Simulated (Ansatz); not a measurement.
# V: energy change per atom and pressure against volume scale

Plane-wave DFT, scalar-relativistic PAW made under PBE with cores redone for the functional, no dispersion; the given relaxed cell is scaled uniformly, energy at zero smearing counts from the unscaled cell, pressure at the given Fermi-Dirac smearing is positive in compression. The results are calculated, by Ansatz 0.2.0.

The cell before it is scaled or strained (space group Im-3m, No. 229):
```
cell vectors (Å)
  -1.5134     1.5134     1.5134
   1.5134    -1.5134     1.5134
   1.5134     1.5134    -1.5134
atoms (fractions of the cell vectors)
V   0.00000  0.00000  0.00000
```

Settings of every row: spin polarised no; functional BLYP; wave cutoff 420 eV; smearing width 0.1 eV; k mesh 24x24x24.

Atom starting moment: 0 on all atoms.

```
row  volume scale  V (Å³/atom)  energy change per atom (meV)  pressure (GPa)
  1          0.88       12.201                         125.3           27.51
  2          0.92       12.756                         50.99           16.51
  3          0.96        13.31                         11.28            7.47
  4          1.04        14.42                         12.07           -6.04
  5          1.08       14.974                             ?               ?
  6          1.12       15.529                         90.11           -15.1
```

Question: what energy change per atom and pressure should row 5 give?

Worked fit of energy change per atom. Take u = (V_r/V)^(2/3) − 1 with V_r = 13.31 Å³ an atom, which is twice the finite (Eulerian) strain; such expansions in the strain, on which the Birch-Murnaghan equation of state is built, carry the rest volume and the bulk modulus. The shown rows have u = 0.05971, 0.02875, 0, -0.052, -0.09769. Least squares give energy change per atom = 11.272 + 880.19 × u + 17265.6 × u² meV; a straight line predicts inner rows, each left out in turn, worse (root mean square 49 against 0.18 meV). The rows lie off it by -0.08, 0.14, 0.01, -0.12, 0.05 (root mean square 0.093 meV). Its lowest point lies at u = -0.0255, or V = 13.84 Å³ an atom, and the curvature there gives the bulk modulus at fixed shape and fractions, B = (4/9)(1 + u)² E″(u)/V = 169 GPa. The withheld row has u = -0.07553, so the fit gives 11.272 + 880.19 × (-0.07553) + 17265.6 × (-0.07553)² = 43.29 meV.

The calculation gave 43.27 meV. The fit lies 0.02 meV (0.018 % of the column's range) above it; its largest miss of a shown row is 0.14 meV.

Worked fit of pressure. Take u = (V_r/V)^(2/3) − 1 with V_r = 13.31 Å³ an atom, which is twice the finite (Eulerian) strain; such expansions in the strain, on which the Birch-Murnaghan equation of state is built, carry the rest volume and the bulk modulus. The shown rows have u = 0.05971, 0.02875, 0, -0.052, -0.09769. Least squares give pressure = 7.495 + 295.48 × u + 659.1 × u² GPa; a straight line predicts inner rows, each left out in turn, worse (root mean square 1.9 against 0.061 GPa). The rows lie off it by 0.02, -0.02, -0.03, 0.05, -0.02 (root mean square 0.03 GPa). The pressure vanishes at u = -0.0270, or V = 13.87 Å³ an atom, and there the bulk modulus at fixed shape and fractions is B = −V dP/dV = (2/3)(1 + u) dP/du = 169 GPa. The withheld row has u = -0.07553, so the fit gives 7.495 + 295.48 × (-0.07553) + 659.1 × (-0.07553)² = -11.06 GPa.

The calculation gave -11.03 GPa. The fit lies 0.03 GPa (0.07 % of the column's range) below it; its largest miss of a shown row is 0.05 GPa.
